\section*{Appendix. Second-order $d$-orbital participation in an octahedral $\mathrm{AX_6}$ species}

In an octahedral closed-shell species $\mathrm{AX_6}$ of a main-group element the six $\sigma$ donor orbitals of the ligands span $a_{1g}+t_{1u}+e_g$. The valence $s$ and $p$ orbitals of A match the first two representations. The $e_g$ pair finds a partner on A only among $d$ functions. This appendix derives the energy and the charge associated with that mixing, compares them with the $sp^3d^2$ hybrid scheme, and shows how far the charge depends on the population analysis. Energies are in eV and populations in electrons ($e$).

\subsection*{Premises and conventions}

\begin{enumerate}
\item[(P1)] The nuclear frame has $O_h$ symmetry, with A at the origin and ligands $k=\pm x,\pm y,\pm z$ on the Cartesian axes.
\item[(P2)] The electrons fill the orbitals of an effective one-electron Hamiltonian $H$ of $O_h$ symmetry in pairs, and the energy is the sum of occupied orbital energies.
\item[(P3)] Each ligand carries one real $\sigma$ orbital $\phi_k$, with its positive lobe towards A; for fluorine it is $2p_\sigma$. The six $\phi_k$ are equivalent under $O_h$ and mutually orthonormal.
\item[(P4)] A carries one $s$, one $p$ and one $d$ radial function, and these are orthogonal to the $\phi_k$.
\item[(P5)] The $\sigma$ system holds twelve electrons, $a_{1g}^2t_{1u}^6e_g^4$, and the $d$ level lies above the ligand $e_g$ level.
\end{enumerate}
Premises P2, P3 and P4 are relaxed below. For $\mathrm{SiF_6^{2-}}$ the valence count is $4+6\times7+2=48$: twelve electrons in the $\sigma$ set of P5, twelve in F $2s$ and twenty-four in F $2p_\pi$ orbitals.

The angular parts of the real $d$ orbitals on the unit sphere are taken as
\begin{equation}
d_\theta=\tfrac12(2z^2-x^2-y^2),\quad d_\epsilon=\tfrac{\sqrt3}{2}(x^2-y^2),\quad d_{xy}=\sqrt3\,xy\ \ \text{and cyclic},
\label{eq:d}
\end{equation}
each with squared norm $4\pi/5$; the common factor $\sqrt{5/4\pi}$ is absorbed in the radial function. The single coupling parameter is
\begin{equation}
\beta_d=\langle d_\theta|H|\phi_{+z}\rangle ,
\end{equation}
negative for a bonding interaction with these phases.

\subsection*{Matrix elements with single ligands}

The subgroup of $O_h$ that leaves ligand $k$ in place is $C_{4v}$ about its axis. Both $H$ and $\phi_k$ are totally symmetric under it, so only the $a_1$ component of a $d$ orbital can couple to $\phi_k$. About the $z$ axis $d_\theta$ is $a_1$, $d_\epsilon$ is $b_1$, $d_{xy}$ is $b_2$ and $(d_{xz},d_{yz})$ is $e$; hence $\phi_{\pm z}$ couples to $d_\theta$ alone, with the same sign at both sites because $d_\theta$ is even under inversion. About the $x$ axis the $a_1$ function is $d_\theta^{(x)}=\tfrac12(2x^2-y^2-z^2)$, and comparison of coefficients gives
\begin{equation}
d_\theta=-\tfrac12\,d_\theta^{(x)}+\tfrac34(z^2-y^2),\qquad
d_\epsilon=\tfrac{\sqrt3}{2}\,d_\theta^{(x)}+\tfrac{\sqrt3}{4}(z^2-y^2).
\end{equation}
The function $z^2-y^2$ is $b_1$ about $x$ and drops out, while $\langle d_\theta^{(x)}|H|\phi_{\pm x}\rangle=\beta_d$ because a threefold rotation of $O_h$ carries this element into the defining one. The $y$ axis follows from the fourfold rotation about $z$, which leaves $d_\theta$ unchanged and reverses $d_\epsilon$. In every case the element equals $\beta_d$ times the value of the angular function in the direction $\Omega_k$ of the ligand, $\langle d_m|H|\phi_k\rangle=\beta_dB_{mk}$ with $B_{mk}=d_m(\Omega_k)$. In the order $+x,-x,+y,-y,+z,-z$,
\begin{equation}
B=\begin{pmatrix}-\frac12&-\frac12&-\frac12&-\frac12&1&1\\[2pt] \frac{\sqrt3}{2}&\frac{\sqrt3}{2}&-\frac{\sqrt3}{2}&-\frac{\sqrt3}{2}&0&0\end{pmatrix},
\label{eq:B}
\end{equation}
with rows $\theta,\epsilon$; the three $t_{2g}$ rows vanish. No two-centre approximation has been used: symmetry alone reduces the coupling to one number.

\subsection*{Ligand group orbitals and the factor $\sqrt3$}

The rows of $B$ are orthogonal and each has squared length 3, since $4\times\frac14+2=3$ and $4\times\frac34=3$; thus $BB^{\mathsf T}=3\cdot\mathbf 1$. The normalised ligand combinations along the rows are
\begin{align}
\Phi_\theta&=\tfrac1{\sqrt{12}}\,(2\phi_{+z}+2\phi_{-z}-\phi_{+x}-\phi_{-x}-\phi_{+y}-\phi_{-y}),\nonumber\\
\Phi_\epsilon&=\tfrac12\,(\phi_{+x}+\phi_{-x}-\phi_{+y}-\phi_{-y}),
\end{align}
that is $\Phi_m=3^{-1/2}\sum_kB_{mk}\phi_k$. They transform as $d_\theta$ and $d_\epsilon$ and are the $e_g$ group orbitals. Their coupling to the $d$ orbitals is
\begin{equation}
\langle d_m|H|\Phi_{m'}\rangle=\frac{\beta_d}{\sqrt3}\,(BB^{\mathsf T})_{mm'}=\sqrt3\,\beta_d\,\delta_{mm'}\equiv V\delta_{mm'} .
\label{eq:V}
\end{equation}
The other four combinations, $a_{1g}$ and $t_{1u}$, are orthogonal to both rows and do not couple. A check comes from the addition theorem, which with the normalisation of Eq.~\eqref{eq:d} gives $\sum_md_m(\Omega)^2=1$ over the five functions in any direction: each ligand adds 1 to the trace of $BB^{\mathsf T}$, and the total of 6 is shared equally between two partners.

Ligand--ligand terms do not disturb this structure. With $\alpha_L=\langle\phi_k|H|\phi_k\rangle$ and elements $\beta_c$ between cis and $\beta_t$ between trans neighbours, the action of $H$ on $\Phi_\epsilon$, read at site $+x$, gives $\alpha_L$ from the site itself, $\beta_t$ from $-x$ and $-2\beta_c$ from $\pm y$. The gap is therefore defined from the group level,
\begin{equation}
\varepsilon_L=\alpha_L-2\beta_c+\beta_t,\qquad \Delta=\varepsilon_d-\varepsilon_L>0 ,
\end{equation}
where $\varepsilon_d$ is the diagonal element of the $e_g$ member of the $d$ shell.

\subsection*{Second-order energy and population}

The $e_g$ block separates into two identical problems in the basis $(\Phi_m,d_m)$,
\begin{equation}
H_{e_g}=\begin{pmatrix}\varepsilon_L&V\\V&\varepsilon_L+\Delta\end{pmatrix}.
\label{eq:H2}
\end{equation}
Take the trial orbital $\psi_m=\cos\vartheta\,\Phi_m+\sin\vartheta\,d_m$. Its energy is
\begin{equation}
\varepsilon(\vartheta)=\varepsilon_L+V\sin2\vartheta+\Delta\sin^2\vartheta=\varepsilon_L+2V\vartheta+\Delta\vartheta^2+O(V\vartheta^3,\Delta\vartheta^4).
\label{eq:eth}
\end{equation}
The quadratic form has its minimum at $\vartheta=-V/\Delta$, where the level is lowered by $V^2/\Delta=3\beta_d^2/\Delta$ and has $d$ weight $V^2/\Delta^2=3\beta_d^2/\Delta^2$; these are the Rayleigh--Schr\"odinger results for the second-order energy and the first-order orbital. Four electrons occupy the two orbitals, so
\begin{equation}
\delta E^{(2)}=-\frac{12\beta_d^2}{\Delta},\qquad n_d^{(2)}=12\left(\frac{\beta_d}{\Delta}\right)^{2}.
\label{eq:main}
\end{equation}
The factor 12 is two electrons times six ligands, each contributing $\beta_d^2$ by the trace rule. The two results are tied by
\begin{equation}
\delta E^{(2)}=-\Delta\,n_d^{(2)} .
\label{eq:ratio}
\end{equation}
The balance behind this relation is read from Eq.~\eqref{eq:eth}: promotion of $n_d$ electrons costs $\Delta n_d$, the cross term returns $2\Delta n_d$, and the net gain is $\Delta n_d$. A high-lying $d$ function can thus yield a chemically significant energy while holding very little charge.

\subsection*{Exact solution of the block}

Setting $d\varepsilon/d\vartheta=2V\cos2\vartheta+\Delta\sin2\vartheta=0$ gives $\tan2\vartheta=-2V/\Delta$, and the minimum has $\cos2\vartheta=\Delta/\sqrt{\Delta^2+4V^2}$. With $\sin^2\vartheta=\frac12(1-\cos2\vartheta)$, $r=|\beta_d|/\Delta$ and $u=4V^2/\Delta^2=12r^2$,
\begin{equation}
\delta E=-2\Delta\left(\sqrt{1+u}-1\right),\qquad n_d=4\sin^2\vartheta=2\left(1-\frac1{\sqrt{1+u}}\right).
\label{eq:exact}
\end{equation}
These satisfy $n_d=\partial\,\delta E/\partial\Delta$ at fixed $\beta_d$, as the Hellmann--Feynman theorem requires for a shift of $\varepsilon_d$. The binomial series give
\begin{equation}
\delta E=-\frac{12\beta_d^2}{\Delta}\left(1-3r^2+\dots\right),\qquad n_d=12r^2\left(1-9r^2+\dots\right).
\label{eq:series}
\end{equation}
Three consequences follow. First, $\sqrt{1+u}$ is concave and lies below its tangent $1+u/2$, and $(1+u)^{-1/2}$ is convex and lies above its tangent $1-u/2$, so Eq.~\eqref{eq:main} bounds both $|\delta E|$ and $n_d$ from above for every $\Delta>0$. Second, the series converge for $u<1$, set by the branch point at $u=-1$, that is for $r<1/\sqrt{12}=0.289$; at that limit $n_d=2-\sqrt2=0.59$. Third, $n_d<2$ for all $\Delta>0$, and the value 2 is approached only as $\Delta/|\beta_d|\to0$.

\subsection*{Comparison with $sp^3d^2$ hybrids}

The same symmetry argument in the other two blocks gives couplings $\sqrt6\,\beta_s$ and $\sqrt2\,\beta_p$, with $\beta_s=\langle s|H|\phi_{+z}\rangle$ and $\beta_p=\langle p_z|H|\phi_{+z}\rangle$, and each block has its own angle. The six occupied orbitals are $\psi_{\Gamma}=\cos\vartheta_\Gamma\Phi_\Gamma+\sin\vartheta_\Gamma\chi_\Gamma$, where $\chi_\Gamma$ is the orbital of A, and the populations on A are $n_s=2\sin^2\vartheta_s$, $n_p=6\sin^2\vartheta_p$, $n_d=4\sin^2\vartheta_d$, with $\vartheta_d=\vartheta$. Write $\Phi_\Gamma=\sum_kU_{\Gamma k}\phi_k$ with $U$ orthogonal. A closed-shell determinant is unchanged by an orthogonal mixing of its occupied orbitals, so it may be built from the six equivalent bond orbitals $b_k=\sum_\Gamma U_{\Gamma k}\psi_\Gamma$. The part of $b_{+z}$ on A is
\begin{equation}
\frac{\sin\vartheta_s}{\sqrt6}\,s+\frac{\sin\vartheta_p}{\sqrt2}\,p_z+\frac{\sin\vartheta_d}{\sqrt3}\,d_\theta ,
\label{eq:hyb}
\end{equation}
with weights $n_s/12$, $n_p/12$ and $n_d/12$. Its $d$ fraction is
\begin{equation}
f_d=\frac{n_d}{n_s+n_p+n_d}.
\label{eq:fd}
\end{equation}
If the three angles are equal, $\sin^2\vartheta_\Gamma=\lambda$, expression \eqref{eq:hyb} is $\sqrt\lambda$ times the octahedral hybrid $s/\sqrt6+p_z/\sqrt2+d_\theta/\sqrt3$ of Pauling, and $b_k=\sqrt{1-\lambda}\,\phi_k+\sqrt\lambda\,h_k$ is a two-centre bond between $\phi_k$ and the hybrid $h_k$. The $sp^3d^2$ scheme is therefore the statement
\begin{equation}
n_s:n_p:n_d=1:3:2,\qquad n_d=4\lambda=\tfrac12(n_s+n_p),\qquad f_d=\tfrac13 .
\label{eq:sp3d2}
\end{equation}
Evenly shared bonds, $\lambda=\frac12$, give the configuration $s^1p^3d^2$ with two $d$ electrons, which by Eq.~\eqref{eq:exact} needs a gap negligible against the coupling. For $r\ll1/\sqrt{12}$ the population $12r^2$ is far below it. Polar bonds lower the hybrid requirement to $4\lambda$, so the stricter test is $f_d$ against $\frac13$. When $\vartheta_d\ll\vartheta_s,\vartheta_p$ six equivalent localised orbitals still exist, but their ligand parts $\sum_\Gamma U_{\Gamma k}\cos\vartheta_\Gamma\Phi_\Gamma$ have tails on the other ligands, and the four $e_g$ electrons are almost non-bonding. This is the multicentre description: four bonding pairs and two ligand-centred pairs for six contacts.

\subsection*{Overlap and the definition of the population}

Atomic orbitals on different centres overlap. Let $S=\langle d_\theta|\phi_{+z}\rangle$. The unit operator has the symmetry of $H$, so the steps leading to Eq.~\eqref{eq:V} give the group overlap $G=\langle d_m|\Phi_m\rangle=\sqrt3S$; define $\gamma$ by $G=\sin2\gamma$. Let $W$ and $\varepsilon_d^0$ be the coupling and diagonal elements with the raw $d$ function. Schmidt orthogonalisation of $d$ to the ligand orbital, $d'=(d-G\Phi)/\sqrt{1-G^2}$, leaves the space and $\Phi$ unchanged, and direct expansion gives
\begin{equation}
V=\frac{W-G\varepsilon_L}{\sqrt{1-G^2}},\qquad
\Delta=\frac{\varepsilon_d^0-\varepsilon_L-2G(W-G\varepsilon_L)}{1-G^2}.
\label{eq:schmidt}
\end{equation}
Both are invariant under a shift of the energy zero, which $W$ alone is not. With these parameters and $\beta_d=V/\sqrt3$, Eqs.~\eqref{eq:main}--\eqref{eq:series} hold unchanged: $\delta E$ is the lowering relative to the ligand-only orbital, and $n_d$ is the population of $d'$.

Other partitions assign other populations to the same orbital $\psi=\cos\vartheta\,\Phi+\sin\vartheta\,d'$. In the raw basis $c_d=\sin\vartheta/\cos2\gamma$ and $c_L=\cos\vartheta-Gc_d$. The Mulliken gross weight is $c_d^2+Gc_dc_L=c_d^2(1-G^2)+Gc_d\cos\vartheta$. For the L\"owdin basis $(\tilde\Phi,\tilde d)$ the square root of the overlap matrix has $\cos\gamma$ on and $\sin\gamma$ off the diagonal, so $\Phi=\cos\gamma\,\tilde\Phi+\sin\gamma\,\tilde d$ and $d'=-\sin\gamma\,\tilde\Phi+\cos\gamma\,\tilde d$, whence $\langle\tilde d|\psi\rangle=\sin(\vartheta+\gamma)$. Projection on the raw function gives $\langle d|\psi\rangle=G\cos\vartheta+\cos2\gamma\sin\vartheta=\sin(\vartheta+2\gamma)$. For four electrons,
\begin{align}
n_d^{\rm Schmidt}&=4\sin^2\vartheta, & n_d^{\rm Mulliken}&=4\sin^2\vartheta+2\sin2\vartheta\tan2\gamma,\nonumber\\
n_d^{\text{L\"owdin}}&=4\sin^2(\vartheta+\gamma), & n_d^{\rm proj}&=4\sin^2(\vartheta+2\gamma).
\label{eq:pops}
\end{align}
The Mulliken excess is of first order in $\vartheta$ and exceeds the second-order term whenever $\tan2\gamma>\tan\vartheta>0$; for $\vartheta\gamma<0$ the Mulliken value can be negative. The L\"owdin value is $4\sin^2\gamma$ at $\vartheta=0$, where the $d$ function changes neither orbital nor energy. Only the Schmidt population vanishes quadratically with the mixing and obeys Eq.~\eqref{eq:ratio}. Natural population analysis is closest to it, since it orthogonalises the weakly occupied Rydberg set, which contains Si $3d$, to the strongly occupied minimal set.

\subsection*{Further donor channels}

Fluorine has other filled orbitals of the right symmetry. The six $2s$ orbitals supply a second $e_g$ pair. Mixing among filled orbitals changes neither total energy nor populations, so the ligand block may be diagonalised first; each filled level then contributes its own second-order term, $12\beta_{2s}^2/\Delta_{2s}$ and $12(\beta_{2s}/\Delta_{2s})^2$ for the lower pair.

The $2p_\pi$ orbitals supply a $t_{2g}$ set. The orbital $p_y$ on ligand $+x$ is odd under $y\to-y$ and even under $z\to-z$, which among the $d$ functions is true of $d_{xy}$ only; call the element $\beta_\pi$. The four in-plane $\pi$ orbitals of the ligands $\pm x,\pm y$ are equivalent, their normalised in-phase combination has coefficients of magnitude $\frac12$, and the group coupling is $4\times\frac12\beta_\pi=2\beta_\pi$. Six electrons give
\begin{equation}
\delta E_\pi^{(2)}=-\frac{24\beta_\pi^2}{\Delta_\pi},\qquad n_{d\pi}^{(2)}=24\left(\frac{\beta_\pi}{\Delta_\pi}\right)^2 .
\label{eq:pi}
\end{equation}
At equal gaps the $\pi$ channel is $2(\beta_\pi/\beta_d)^2$ times the $\sigma$ channel, one half for $|\beta_\pi|=|\beta_d|/2$; it is not negligible. With several radial $d$ functions that diagonalise $H$ among themselves, each formula becomes a sum over them, and $|\delta E|/n_d$ is a population-weighted mean gap.

\subsection*{Meaning of $\Delta$ in a self-consistent field}

Consider one pair in $\psi$ with the closed-shell Hartree--Fock energy $E=2\langle\psi|h|\psi\rangle+(\psi\psi|\psi\psi)$, where $h$ includes the frozen field of all other electrons and $(ab|cd)$ is in charge-cloud notation. Write $J=(\Phi\Phi|dd)$ and $K=(\Phi d|\Phi d)$. The Fock elements at $\vartheta=0$ are $\varepsilon_L=h_{\Phi\Phi}+(\Phi\Phi|\Phi\Phi)$, $\varepsilon_d=h_{dd}+2J-K$ and $V=h_{\Phi d}+(\Phi\Phi|\Phi d)$. In the repulsion integral the terms up to second order are $(1-2\vartheta^2)(\Phi\Phi|\Phi\Phi)+4\vartheta(\Phi\Phi|\Phi d)+\vartheta^2(2J+4K)$, so that
\begin{equation}
E=E_0+4V\vartheta+2\left(\varepsilon_d-\varepsilon_L-J+3K\right)\vartheta^2+O(\vartheta^3).
\end{equation}
This is twice the form \eqref{eq:eth} with $\Delta\to\varepsilon_d-\varepsilon_L-J+3K$. The coupling between the $\theta$ and $\epsilon$ rotations and the response of the other orbitals add further terms to the quadratic coefficient only, provided the reference was optimised without $d$ functions. Equations \eqref{eq:main} and \eqref{eq:ratio} keep their form, with $\Delta$ a curvature akin to an excitation energy and not a difference of Hartree--Fock orbital energies. The shift is sizeable: the monopole estimate $J\approx e^2/4\pi\epsilon_0R$ with a typical Si--F distance $R\approx1.69$~\AA{} is 8.5~eV.

\subsection*{Range of validity}

Equation \eqref{eq:V} is exact for $O_h$ geometry and one $\sigma$ orbital per ligand. In lower symmetry $d$ can share a representation with $s$ or $p$ of A and the blocks no longer separate. Equation \eqref{eq:main} requires $2\sqrt3|\beta_d|<\Delta$ for convergence; by Eq.~\eqref{eq:series} the leading correction stays under 10\% for $r<0.11$ (population) and $r<0.18$ (energy). It applies to an empty $d$ shell over filled ligand levels in a single-determinant description. The population is that of $d$ functions orthogonalised to the ligand orbitals and is not comparable with Mulliken or L\"owdin values unless $\gamma\ll\vartheta$. It covers one donor channel of three. The role of $d$ functions in electron correlation, and any change of bond length on their inclusion, lie outside the model.

\subsection*{Illustration: $\mathrm{SiF_6^{2-}}$}

The Si $3d$ function that matters here is a compact polarisation function of the size of the bond, not the diffuse spectroscopic orbital of the free atom, and its gap is large. The ion is taken as stabilised by counter-ions, whose potential is included in the gaps. The inputs are assumed: $\beta_d=-2.0$~eV and $\Delta=30$~eV; $\beta_{2s}=-2.0$~eV and $\Delta_{2s}=50$~eV, from an approximate F $2s$--$2p$ spacing of 20~eV; $|\beta_\pi|=1.0$~eV and $\Delta_\pi=30$~eV; $S=0.20$. They were chosen so that the total reproduces a natural $d$ population of order $0.1\,e$, which is typical for silicon bound to fluorine, and the total is therefore no test of the model.

For the $2p_\sigma$ channel $V=-3.46$~eV and $r=0.067$, well inside the range. Equation \eqref{eq:main} gives $\delta E^{(2)}=-1.60$~eV and $n_d^{(2)}=0.053$, against $-1.58$~eV and $0.051$ from Eq.~\eqref{eq:exact}, with $\vartheta=0.113$~rad. The fourth-order energy term, $36\beta_d^4/\Delta^3=0.02$~eV, is rivalled by the charging energy that P2 omits: six pairs of spin orbitals of weight $n_d/4$ give $\frac38U_{\rm eff}n_d^2=0.01$~eV for an assumed net repulsion $U_{\rm eff}=10$~eV. The third figure of the energy thus serves only to compare the two formulae. The second-order values of all channels are
\begin{center}
\begin{tabular}{lcc}
\hline
channel & $-\delta E^{(2)}$ (eV) & $n_d^{(2)}$ ($e$)\\
\hline
F $2p_\sigma$, $e_g$ & 1.6 & 0.053\\
F $2s$, $e_g$ & 1.0 & 0.019\\
F $2p_\pi$, $t_{2g}$ & 0.8 & 0.027\\
total & 3.4 & 0.10\\
\hline
\end{tabular}
\end{center}
The $2p_\sigma$ term amounts to 0.27~eV or 26~kJ\,mol$^{-1}$ per bond, and the other two channels together are as large as it.

For the hybrid test take $n_s+n_p\approx1.4\,e$ as a typical input for this strongly polar ion. Equation \eqref{eq:sp3d2} then demands $n_d=0.7$, which by inversion of Eq.~\eqref{eq:exact} needs $r=0.34$, beyond the radius of convergence. The model has $f_d=0.04$ in place of $\frac13$. A much stronger mixing, $\beta_d=-3.0$~eV and $\Delta=20$~eV, gives $n_d^{(2)}=0.27$ and $n_d=0.23$, still a factor of three short of 0.7.

The overlap gives $G=0.346$ and $\gamma=0.177$~rad, larger than $\vartheta$. For the same $2p_\sigma$ orbital Eq.~\eqref{eq:pops} yields 0.051 (Schmidt), 0.22 (Mulliken), 0.33 (L\"owdin) and 0.81 (projection), and the L\"owdin scheme would report 0.12 with no mixing at all. The model's $\sigma$ population thus varies by a factor of 16 with the partition at one fixed energy lowering of 1.6~eV, and remains below two electrons in every partition.